**Question: Why does G0W0 not shift all empty bands of SnSe2 by the same amount?**

I have PBEsol levels for SnSe2 and G0W0 corrections on a coarse mesh. My plan was to take the correction of the gap, add it to every empty band and plot the result. The table makes me doubt that.

G0W0 corrections to PBEsol levels of SnSe2 (space group P-3m1), calculated with GPAW 26.7.0 without spin-orbit coupling. The run uses PAW data sets, a 500 eV plane-wave cutoff, a 4×4×2 k mesh and plasmon-pole screening with 125 bands and extrapolation from an 80 eV cutoff. Each column of levels counts from its own highest filled level.

| row | state k a (reciprocal cell vector) | state k b (reciprocal cell vector) | state k c (reciprocal cell vector) | state band | state start level (eV) | state corrected level (eV) | state weight z |
| --- | --- | --- | --- | --- | --- | --- | --- |
| 1 | 0.000 | 0.000 | 0.000 | top filled | 0.000 | 0.000 | 0.770 |
| 2 | 0.000 | 0.000 | 0.000 | first empty | 1.002 | 1.848 | 0.796 |
| 3 | 0.000 | 0.000 | 0.500 | top filled | -0.233 | -0.180 | 0.770 |
| 4 | 0.000 | 0.000 | 0.500 | first empty | 2.393 | 3.272 | 0.788 |
| 5 | 0.250 | 0.000 | 0.000 | top filled | -0.127 | -0.083 | 0.770 |
| 6 | 0.250 | 0.000 | 0.000 | first empty | 1.953 | 2.732 | 0.786 |
| 7 | 0.250 | 0.000 | 0.500 | top filled | -0.414 | -0.390 | 0.770 |
| 8 | 0.250 | 0.000 | 0.500 | first empty | 1.661 | 2.418 | 0.788 |
| 9 | 0.500 | 0.250 | 0.000 | top filled | -0.809 | -0.846 | 0.769 |
| 10 | 0.500 | 0.250 | 0.000 | first empty | 1.672 | 2.410 | 0.787 |
| 11 | 0.500 | 0.250 | 0.500 | top filled | -0.453 | -0.471 | 0.770 |
| 12 | 0.500 | 0.250 | 0.500 | first empty | 2.312 | 3.160 | 0.797 |
| 13 | 0.500 | 0.500 | 0.000 | top filled | -0.300 | -0.271 | 0.770 |
| 14 | 0.500 | 0.500 | 0.000 | first empty | 1.101 | 1.771 | 0.788 |
| 15 | 0.500 | 0.500 | 0.500 | top filled | -0.697 | -0.700 | 0.768 |
| 16 | 0.500 | 0.500 | 0.500 | first empty | 0.817 | 1.505 | 0.787 |

The lowest empty level, in row 16, rises by 0.69 eV relative to the top filled state, but the one in row 4 rises by 0.88 eV. Is a constant shift still good enough, with the scatter as numerical noise? Or does the quasiparticle weight, the column "state weight z", explain the differences? The states in rows 2 and 12 have the largest weights, and they also shift a lot.

**Answer**

A constant is the right first approximation, and the weight is the wrong correction to it. Three sizes are worth remembering for this run. The empty states rise by roughly three quarters of an eV against the filled ones, the rise differs by up to 0.2 eV from state to state, and much of that difference follows a stretching of the bands by about one eighth. The exception is Γ, the point (0, 0, 0), and it matters because the smallest direct gap on the mesh lies there.

All shifts here are relative. Both columns of levels count from their own top filled state, so the zero shift of row 1 is a choice of origin. Differences between the shifts of two states don't depend on that choice, and the argument below rests on them.

**What the correction does**

PBEsol gives every electron the same local exchange-correlation potential, whether its state is filled or empty. G0W0 replaces this by a self-energy, whose main new ingredient is exchange weakened by the screening of the other electrons. Exchange lowers a state according to how strongly it overlaps with the filled orbitals. A filled state overlaps fully with itself, while an empty one lacks that contribution, so a step opens between the two groups. This step is what a constant shift imitates.

The same argument suggests why a constant is not the whole story. States higher in the empty bands tend to have more nodes and to share less space with the filled orbitals, so exchange holds them down less. Filled states deeper in the valence band often overlap more with the other filled orbitals, so exchange lowers them more. Where these differences exceed those already present in the PBEsol potential, they pull the bands apart in energy. Stronger screening weakens both this stretching and the step. This is an argument from theory about the direction of the effect; its size has to come from the numbers.

**Does the weight explain the differences?**

The weight $Z$ enters because the self-energy itself depends on energy. When a level moves, the self-energy changes and opposes part of the move. To first order,

$$E = \varepsilon + Z\,D ,$$

where $\varepsilon$ is the PBEsol level, $E$ the corrected one, and $D$ the bare correction, that is, the self-energy at $\varepsilon$ less the PBEsol exchange-correlation potential, both averaged over the state. A larger $Z$ does make a shift larger, whether up or down, if $D$ stays the same. Among the eight empty states, weight and shift are indeed correlated, with a coefficient of 0.57.

The sizes rule this explanation out. Rows 4 and 14 have the same printed weight, 0.788, yet their shifts differ by 0.21 eV. If $D$ were the same for all empty states, the small spread of their weights could produce the observed spread of shifts only with a bare correction of about 19 eV, which is far too large for levels near the gap, and even that would leave rows 4 and 14 with nearly equal shifts. The weight scales every bare correction down by a fifth to a quarter, almost equally for all states. What varies from state to state is $D$.

**Constant or stretching?**

The simplest way to let $D$ vary is to make the shift $\Delta$ grow linearly with the starting level:

$$\Delta = a + b\,s + c\,\varepsilon ,$$

with $s = 0$ for filled and $s = 1$ for empty states. A constant shift is the special case $c = 0$. I fitted the three constants to the 14 states away from Γ and then compared the two Γ states with the result. The empty state at Γ is an isolated valley, almost 1 eV below its nearest neighbours on the mesh, which is a reason to treat it separately, but I made that choice after seeing the data.

The fit gives $a = 0.067$ eV, $b = 0.486$ eV and $c = 0.125$. For the empty state of row 6, which starts at 1.953 eV and was part of the fit, this means

$$\Delta = 0.067 + 0.486 + 0.125 \times 1.953 \approx 0.80\ \text{eV}.$$

The table has 2.732 − 1.953 ≈ 0.78 eV, and a miss of 0.02 eV is typical of the 14 states. A constant for each group misses the same states by 0.055 eV on average (root mean square), three times as much.

The better evidence is that the two sides of the gap agree. Fitted separately, still without Γ, the empty states give a slope of 0.126 and the filled ones 0.120. The filled states span less than 1 eV and their shifts are small, so the close match shouldn't be pressed. Still, both groups spread out in the direction that the exchange argument suggests. The starting level is only a stand-in for the shape of the orbital, and $c$ describes this run rather than a constant of the material. Scatter that follows the starting level this closely is unlikely to be random noise, though the unconverged settings could still change the slope.

**Where the stretching picture fails**

At Γ the line predicts a rise of 0.68 eV for the empty state, but the calculation gives 0.85 eV. The top filled state at Γ deviates the other way and lies 0.07 eV below its line, so both deviations widen the direct gap. With the two Γ states counted, the same line is hardly better than constant shifts: the typical misses are 0.048 and 0.055 eV. A line fitted to all 16 states would also be flatter, so the stretching by one eighth holds only away from Γ. It describes most of the sampled zone, but not the place where the direct gap is smallest.

I can only guess at the reason. The empty state at Γ may have a different mixture of Sn and Se orbitals from the other empty states, which would change its exchange with the filled ones. The coarse mesh may also treat such an isolated valley badly. Projecting the states onto atomic orbitals would test the first idea, and a denser mesh the second.

**What this means for your plot**

The levels of the lowest empty band rise by between 0.67 and 0.88 eV, so a constant halfway between misses none of them by much more than 0.1 eV. The correction of the gap, which you planned to use, is 0.69 eV. It lies near the lower end and misses the level in row 4 by 0.19 eV. Higher empty bands aren't in the table, and their shifts may be larger. A constant is enough for a rough picture of the lowest empty band. It is not enough for the order of close-lying valleys. The empty level at M, the point (0.5, 0.5, 0), starts 0.10 eV above the one at Γ and ends 0.08 eV below it, whereas a constant shift would keep the original order.

I wouldn't trust that reversal yet. The extrapolation in the cutoff is poor, and bands and mesh are not converged, so a change of order by less than 0.1 eV may not survive a better calculation. The lowest empty level stays at L, the point (0.5, 0.5, 0.5), in both columns, and the indirect gap from Γ to L grows from 0.82 to 1.50 eV. Spin-orbit coupling, left out here, would split the Se p states near the valence top, and the true top may lie between the mesh points.

For a better plot, compute the corrections on a denser mesh with converged bands and cutoff, and interpolate them state by state instead of adding one number. The printed output below gives the shift of each state and its distance from the fitted line.

Printed output of the fit:

```
fit of shift on 14 rows (off): constant 0.06729 +/- 0.0096, coefficient of step 0.4857 +/- 0.03, coefficient of state_start_level 0.125 +/- 0.013; rms 0.0182, worst 16 -0.0329, leave-one-out rms 0.0263
  rows outside the fit (model, value, miss): 1 0.06729, 0, 0.0673; 2 0.6782, 0.846, -0.168
Shifts relative to row 1 and their distance from the stretching line:
  row  shift in eV  shift less line in eV
    1            0               -0.06729
    2        0.846                 0.1678
    3        0.053                0.01483
    4        0.879                0.02699
    5        0.044              -0.007419
    6        0.779               -0.01803
    7        0.024               0.008447
    8        0.757              -0.003537
    9       -0.037               -0.00319
   10        0.738               -0.02391
   11       -0.018               -0.02868
   12        0.848               0.006109
   13        0.029             -0.0007994
   14         0.67               -0.02055
   15       -0.003                0.01681
   16        0.688                0.03294
rms miss of the rigid shift, 14 states away from Gamma, eV: 0.05508
rms miss of the stretching line, same 14 states, eV: 0.01821
rms miss of the rigid shift, all 16 states, eV: 0.05541
rms miss of the stretching line, all 16 states, eV: 0.04831
slope for empty states away from Gamma, eV per eV: 0.1259
slope for filled states away from Gamma, eV per eV: 0.1197
correlation of weight and shift, 8 empty states: 0.5742
shift of row 4 less shift of row 14, equal printed weight, eV: 0.209
bare correction needed if weights alone made the spread of shifts, eV: 19
extra rise of the empty level at Gamma over that at L, eV: 0.158
empty level at M less that at Gamma, before correction, eV: 0.099
empty level at M less that at Gamma, after correction, eV: -0.077
nearest mesh neighbour (row 6) above the empty level at Gamma, start, eV: 0.951
```
